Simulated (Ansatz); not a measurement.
# Ligand exchange: B(CH3)2Cl + GeH3(NH2) → B(CH3)2(NH2) + GeH3Cl

Species: B(CH3)2Cl (chlorodimethylborane), singlet; GeH3(NH2), singlet; B(CH3)2(NH2), singlet; GeH3Cl (chlorogermane) `[Cl][GeH3]`, singlet. The partners trade Cl for NH2: B–Cl and Ge–NH2 bonds give way to B–NH2 and Ge–Cl.

Shapes, held fixed at every level: PBE0-D4/def2-TZVP. Programs: Ansatz 0.2.0. The zero-point and thermal change to 298 K, harmonic and unscaled (PBE0-D4/def2-TZVP), is +5.3 kJ/mol.

**Question.** Estimate ΔH(298 K) of this reaction.

**Answer.** The highest level, CCSD(T)/def2-TZVPP, gives ΔH(298 K) = -95.1 kJ/mol; the levels span -103.7 to -95.1. The column of differences is taken from that level and isn't an error. No measured value is set beside it here. Relativity is left out for Ge unless named. Correlated rows may include outer-core shells of Ge, which these sets cover unevenly. Times are processor times on shared x86 and Arm servers, and rough.

| level | kind | ΔH(298 K) (kJ/mol) | less CCSD(T)/def2-TZVPP | CPU time (sum over the molecules) |
| --- | --- | --- | --- | --- |
| HF/def2-TZVPP | Hartree–Fock | -103.7 | -8.6 | – |
| r2SCAN-D4/def2-TZVPP | meta-GGA | -97.7 | -2.6 | 35 s |
| B3LYP-D4/def2-TZVPP | global hybrid | -101.9 | -6.8 | 33 s |
| PBE0-D4/def2-TZVPP | global hybrid | -100.0 | -4.9 | 19 s |
| wB97M-V/def2-TZVPP | range-separated hybrid | -99.6 | -4.5 | 76 s |
| B2PLYP/def2-TZVPP | double hybrid | -99.4 | -4.3 | 36 s |
| CCSD/def2-TZVPP | coupled cluster or CI | -96.7 | -1.6 | – |
| CCSD(T)/def2-TZVPP | coupled cluster or CI | -95.1 | 0.0 | 7.4 min |

Exchange of chloride for amide is clearly exothermic at every level, with CCSD(T) giving -95.1 kJ/mol, so boron prefers the amino group far more strongly than germanium does. The main reason is probably π bonding: the nitrogen lone pair donates into the empty 2p orbital of trigonal boron, giving the B–N bond partial double-bond character. Chlorine is a poorer π donor to boron, and tetravalent germanium offers nitrogen only weak acceptor orbitals of σ* type. The Ge–Cl bond formed therefore needs only to offset part of the loss of B–Cl and Ge–N bonding.

Hartree–Fock already captures most of this preference, as expected for an exchange that conserves the number of electron pairs and single bonds. Correlation trims the exothermicity, and the triples continue the shift seen with CCSD, which suggests that correlation stabilises the reactants slightly more. The sign and approximate size of the enthalpy are thus well supported, but the total alone cannot separate the π contribution from differences in σ-bond strength.
